## The bond that fails to stiffen its own axis

The row for C33 looks wrong. C33 is the stiffness of aluminium nitride along its hexagonal axis $c$, and one bond in four lies exactly along that axis. No bond lies in the plane across it. Yet the computed C33 is 353 GPa, below the in-plane stiffness C11 at 375 GPa.

Elastic constants of hexagonal AlN (P6₃mc), computed with ABINIT 10.8.3 using PBE and PseudoDojo norm-conserving pseudopotentials, at the relaxed cell, with a plane-wave cutoff of 1143 eV and an 8 × 8 × 4 k-point mesh. Computed values are for atoms free to shift under strain and a fixed electric field; measured values are from the cited papers.

| row | computed constant (GPa) | what it is | measured constant (GPa) | label in the paper, method, sample | source |
| --- | --- | --- | --- | --- | --- |
| 1 | 97 | C13 | n/a | n/a | n/a |
| 2 | 113 | C44 | n/a | n/a | n/a |
| 3 | n/a | n/a | 118 | C44; earlier measurements on AlN films; film | arXiv:2402.12196 (2024) |
| 4 | n/a | n/a | 120 | C13; earlier measurements on AlN films; film | arXiv:2402.12196 (2024) |
| 5 | 124 | C66 | n/a | n/a | n/a |
| 6 | n/a | n/a | 125 | C12; earlier measurements on AlN films; film | arXiv:2402.12196 (2024) |
| 7 | 126 | C12 | n/a | n/a | n/a |
| 8 | 193.5 | bulk modulus (Hill) | n/a | n/a | n/a |
| 9 | n/a | n/a | 207.9 | bulk modulus, reported experimental value; not stated; bulk crystal | arXiv:1112.6088 (2011) |
| 10 | 353 | C33 | n/a | n/a | n/a |
| 11 | 375 | C11 | n/a | n/a | n/a |
| 12 | n/a | n/a | 395 | C33; earlier measurements on AlN films; film | arXiv:2402.12196 (2024) |

Part of the reason is a cell slightly flattened along $c$. The other part, which the calculation can measure, is that atoms inside the cell don't simply follow the strain. They shift a little further, and this shift takes about a fifth of the stiffness along $c$ and more than a quarter of the in-plane shear stiffness. It takes practically nothing from the bulk modulus. Those three sizes are worth remembering, and one picture of four bonds ties them together.

## What the constants measure

C11 and C33 are axial constants: stress along an axis for a strain along the same axis, in the plane and along $c$. C12 and C13 are cross constants: the stress along one axis when another is strained, within the plane or between plane and $c$. C44 resists a shear that tilts the $c$ axis, and C66 a shear within the plane. The bulk modulus resists a change of volume with equal strain on all axes.

The coarse order in the table needs only two stiffnesses, the bulk modulus $K$ and a shear modulus $G$. In a solid that is equally stiff in every direction, an axial constant is $K+\tfrac{4}{3}G$, because a stretch along one axis changes both volume and shape. A cross constant is $K-\tfrac{2}{3}G$. So the axial constants must lie above the bulk modulus and the cross constants below it.

Taking the computed $K$ and the mean of C44 and C66 for $G$ gives about 352 GPa for both axial constants and 115 GPa for both cross constants. That puts every computed row in the right group. What it can't give is the difference between C11 and C33, or between C12 and C13. For the first of these we have to look inside the cell.

## Hold the atoms, then let them go

The same calculation also gives the constants with the atoms held, so that each one keeps its fractional position while the cell is strained. In that state C33 is 437 GPa and C11 is 441 GPa, nearly equal. Once the atoms are free to find their best positions, C33 loses 84 GPa and C11 only 66 GPa. Most of the gap between these two rows therefore opens in the shift, though their near equality before the shift needs a reason as well.

The shear constants show the same effect. With atoms held, C66 exceeds C44 by a wide margin, 173 against 126 GPa. With atoms free they are 124 and 113 GPa. The shift removes most of the difference, and aluminium nitride ends up looking more uniform in shear than its rigidly strained lattice is.

The bulk modulus stays at 194 GPa in both states. The cross constants even rise. A good explanation has to cover the losses, the gains and the row that stands still.

## Four bonds that share a strain unequally

Each atom has four neighbours at the corners of a near-regular tetrahedron. One bond points along $c$. The other three slant back, each with a component of about one third of its length against that direction (exactly one third in the ideal tetrahedron used below).

Now stretch the crystal along $c$ with the atoms held. The bond along $c$ takes the whole strain, while each slanted bond takes only $(1/3)^2=1/9$ of it. The bond along $c$ pulls harder than the other three together can balance, so the atom feels a net push. When the atoms are released they move until the push is gone, and the energy regained appears as a lower stiffness.

Stretch the crystal in the plane instead, and the roles are reversed. The slanted bonds are stretched and the bond along $c$ is not, so the push along $c$ has the opposite sign. With equal strain on all axes the four bonds stretch alike and the pushes cancel. This is why the bulk modulus is spared: a change of volume gives the atoms almost no reason to move.

## The shift worked out for one per cent

Treat the bonds as four equal springs and strain the crystal by 1 % along $c$. The bond length is 1.90 Å, so with atoms held the bond along $c$ grows by 0.019 Å and each slanted bond by 0.0021 Å. Let the atoms shift by $d$ so that the bond along $c$ shortens. Each slanted bond then lengthens by $d/3$.

The forces balance when all four bonds are stretched equally:

$$0.019-d = 0.0021+\frac{d}{3}\quad\Rightarrow\quad d\approx 0.013\ \text{Å}.$$

The calculation gives 0.0095 Å. This value follows from the part of the piezoelectric response that comes from moving ions, divided by the charge that each ion effectively carries. The spring estimate is about a third too large relative to it. The real shift thus takes back half of the stretch of the bond along $c$, where springs alone would take back two thirds.

The likely origin of the excess is bending, which the estimate leaves out. Springs along the bonds resist stretching but not bending, and a tetrahedral network held by such springs alone would have no resistance to a change of shape once its atoms were free. The bond angles of a real covalent crystal resist bending, which both limits the shift and keeps the shear constants well above zero.

The calculated shifts also confirm the cancellation. A strain along one in-plane axis moves the ions the other way, by a little under half as much. With 1 % strain on all three axes only 0.001 Å is left, about a tenth of the shift for strain along $c$ alone.

## From pushes to six constants

The same reasoning can be carried through for any strain. Let $\mathbf n$ be the direction of a bond and $\varepsilon$ the strain. The bond is stretched in proportion to $\mathbf n\cdot\varepsilon\,\mathbf n$, and the push on the atom is

$$\mathbf F\propto\sum_{\text{4 bonds}}\mathbf n\,(\mathbf n\cdot\varepsilon\,\mathbf n).$$

If one restoring constant $\kappa$ holds the atoms against every shift, the energy regained is $F^2/2\kappa$. An axial or shear constant then falls in proportion to $F^2$. A cross constant changes by minus the product of the two pushes, so it rises when the two strains push in opposite directions.

For ideal tetrahedra the changes come out as whole multiples of one unit:

- C33 falls by 4, C11 by 3, C66 by 2 and C44 by 1.
- C12 rises by 1 and C13 by 2.
- The bulk modulus keeps its value.

C11 loses less than C33 because an in-plane stretch pushes only half as hard along $c$, which costs 1 unit. It also pushes the atoms sideways, which costs 2 more. C13 rises because its two strains push in opposite directions along $c$.

This pattern alone does not put C33 below C11. With atoms held, four equal springs on ideal tetrahedra make C33 a sixth larger than C11, in the ratio 28/27 to 8/9, and letting the atoms go only brings the two level. A wurtzite crystal with ideal tetrahedra is therefore expected to keep C33 near or above C11. Aluminium nitride starts from near equality instead, and its cell is flattened, with $c/a$ = 1.600 against the ideal 1.633. That tilts the slanted bonds towards the plane, which should stiffen the plane relative to $c$ and strengthen the push along $c$ relative to the in-plane one. The flattening is the likely reason the order turns over, but no cell with the ideal ratio was computed here.

The size of the unit depends on how stiffly the atoms are held, so it was taken from the calculated changes. A least-squares fit to C11, C33, C12, C13 and C44 gives 21 GPa, with a typical miss of 6 GPa. C66 was left out because symmetry fixes it as half the difference between C11 and C12. The five fitted changes hold only four independent numbers, since one shift along $c$ enters C11, C12, C13 and C33 together. Its predicted loss is 42 GPa and the calculated one 49 GPa, which is a check of consistency more than a separate test.

The pattern of signs is right throughout, but the sizes are not equally good. The model gives C44 too large a loss and C12 too small a gain, 21 instead of 32 GPa. The single restoring constant is only part of the fault. In the shear measured by C44, the sideways shift tilts the bonds along $c$, and the vibration frequencies from the same calculation show that this shift is held about a fifth more stiffly than the shift along $c$. That covers less than half of the miss in C44. The rest comes from a push that is weaker than four equal springs on ideal tetrahedra would give, and the flattened cell is expected to supply part of that. In the shifts that set C66 and much of C12, neighbouring layers move in opposite senses and those bonds can stay upright. The gain in C12 is this sideways part, 49 GPa as in C66, less 17 GPa from the shift along $c$, where the model has 42 and 21. So about a third of the miss comes from the weaker push along $c$ and the rest from the sideways shift. Why that shift regains more than the model allows is open: the softest optical vibration of the cell has the same symmetry and may take part, but stiffness and push have not been separated here.

One difference was there before the atoms moved. C12 exceeds C13 by a similar amount with atoms held and with atoms free, so the shift can't be its cause. The bond directions point the right way: the slanted bonds lie close to the plane, and four held springs would make C12 twice C13, against 94 and 60 GPa as calculated.

## The same bonds in another stacking

The rule for a related crystal is to ask whether the pulls of the bonds around each atom still cancel under the strain. In the cubic zinc-blende structure, which has the same tetrahedra in another stacking, a stretch along a cube edge treats all four bonds alike. There the axial and cross constants on the cube axes are untouched by the shift, and only the shear constant C44 is softened. In rock salt each atom has its neighbours in opposite pairs, so the pushes cancel for any uniform strain.

For a film or a resonator, the constants with free atoms are the ones to use. The ions follow within a fraction of a picosecond, far faster than any wafer bends or any acoustic filter vibrates. The same shift of charged ions drives the piezoelectric response along $c$, for which such filters use aluminium nitride. The part that arises with the atoms held is smaller and has the opposite sign.

## Why the measured values lie mostly higher

The measured rows have to be paired by their labels, since their neighbours in the table are often other constants. The computed C33 is 11 % below the film value, the bulk modulus 7 % below the value for a bulk crystal, and C13 even 19 % below. C44 is 4 % low and C12 agrees. The shift of the atoms doesn't explain these gaps, because the atoms of a real crystal shift too. For C11 there is no measured value here, so the order that started this account, C33 below C11, rests on the calculation alone. The difference of 22 GPa between the two is only about half the gap between the computed and the measured C33.

A known habit of the PBE functional probably accounts for part of them. It tends to make crystals too large, here by roughly 2 % in volume as recalled, and longer bonds are softer. The bulk modulus of such a solid falls by roughly four times the relative gain in volume, so the loss should be about 8 %. That is the size of the gap in the bulk modulus, but measured bulk moduli scatter by a similar amount. A calculation at the measured volume would be the proper test.

The volume can't explain why C13 misses so badly while C12 agrees, since a larger cell should soften both. Here the reference matters. Values for single crystals, as far as recalled, lie much closer to the computed C13 and further from the computed C12 than the film values do.

For C33 the electrical condition may matter as well. The computed value holds for a fixed electric field. If the charge created by the strain can't flow away, the crystal stiffens and the computed C33 becomes 381 GPa, which would close more than half of the gap to the film value of 395 GPa. Whether the film was measured in that condition is a guess, so this correction should not be added to the volume effect as if both were established.
